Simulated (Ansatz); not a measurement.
**Mo: Grüneisen parameters and expansion**

Method: DFT LDA, scalar-relativistic, plane waves, PAW in Ansatz 0.2.0. Settings: 420 eV plane-wave cutoff, Γ-centred 20×20×20 mesh, Fermi-Dirac smearing of 0.15 eV. No spin polarisation. Phonons by linear response, acoustic sum rule imposed.

Equilibrium structure at this level:
Space group Im-3m (No. 229). a = 3.112 Å, b = 3.112 Å, c = 3.112 Å, α = 90.00°, β = 90.00°, γ = 90.00°
```tsv
atom	site	symmetry	x	y	z
Mo	2a	m-3m	0.0000	0.0000	0.0000
```

In a metal, frequencies depend on the k mesh and the smearing, soft modes most.

Phonons on a 2×2×2 q mesh at 0.98, 1 and 1.02 times the equilibrium volume give γ = −d ln ν/d ln V, modes matched by rank. The cell has V = 15.07 Å³ with 1 atom and B = 292 GPa. Points of the mesh (fractions of the reciprocal vectors) with their weights out of 8; the acoustic modes at Γ are left out:

```json
{"q": "0.00 0.00 -0.50", "weight": "6", "ν (cm⁻¹)": "155", "γ": "2.28", "degeneracy": "1"}
{"q": "0.00 0.00 -0.50", "weight": "6", "ν (cm⁻¹)": "196", "γ": "0.89", "degeneracy": "1"}
{"q": "0.00 0.00 -0.50", "weight": "6", "ν (cm⁻¹)": "272", "γ": "2.28", "degeneracy": "1"}
{"q": "-0.50 -0.50 -0.50", "weight": "1", "ν (cm⁻¹)": "180", "γ": "2.58", "degeneracy": "3"}
```

Question: Work out the volume expansion coefficient at 50, 100, 300 and 800 K in Grüneisen's theory.

Answer: Each mode holds c = k_B x² eˣ/(eˣ − 1)², x = hcν/k_BT (k_B = 0.695 cm⁻¹/K). Weighted over the mesh, C_V = Σ c, γ̄ = Σ cγ/C_V and α_V = γ̄ C_V/(BV):
```csv
T (K),C_V (k_B a cell),γ̄,α_V (10⁻⁶/K)
50,0.34,1.98,2.1
100,1.37,1.92,8.2
300,2.42,1.92,14.6
800,2.59,1.92,15.7
```

The classical limit of C_V is 3n = 3 k_B, less the 3/8 k_B of the three modes left out, which leaves C_V and α_V about 12 % low even at high temperature. All γ are positive, so the crystal expands at every temperature. For a cubic crystal the linear coefficient is a third of α_V. A mesh this coarse misses long acoustic waves, so the low-temperature rows are rough; B and γ are held at their static values, and the electrons' part is left out.

Question: The zero-point energy of the cell, summed on a denser interpolated mesh, is 36.680, 35.304 and 33.942 meV at the three volumes. How far does it expand the lattice at 0 K?

Answer: P_zp = −dE_zp/dV = 2.738 meV / (0.603 Å³) × 0.16022 GPa Å³/meV = 0.728 GPa, so ΔV/V = P_zp/B = 0.25 %. This share is taken off a measured low-temperature volume before it is compared with a static calculation.

Cost: 6 runs of about 3.9 core-minutes in all, on Intel Xeon Processor @ 2.70GHz (shared hosts).

The thermal expansion of Mo follows its heat capacity: γ̄ barely changes between 50 and 800 K, so α_V rises as the modes are populated and levels off once they are nearly classical. The expansion stays small because the roughly half-filled d band fills mainly bonding states, giving strong cohesion and a large bulk modulus. The average hides a marked spread, since the 196 cm⁻¹ branch has γ of only 0.89 while all the others exceed 2. Its restoring forces therefore weaken much less as the bonds lengthen. The zero-point energies from the denser mesh fall with volume at a rate close to that implied by γ̄, which suggests that the few sampled modes represent the average well.

Measured expansion of Mo keeps climbing at high temperature instead of flattening, probably in part because of phonon-phonon anharmonicity beyond the volume dependence of the frequencies. The calculated lattice constant is also shorter than experiment, as is usual for LDA overbinding, and a zero-point expansion of 0.25 % is too small to close that gap.
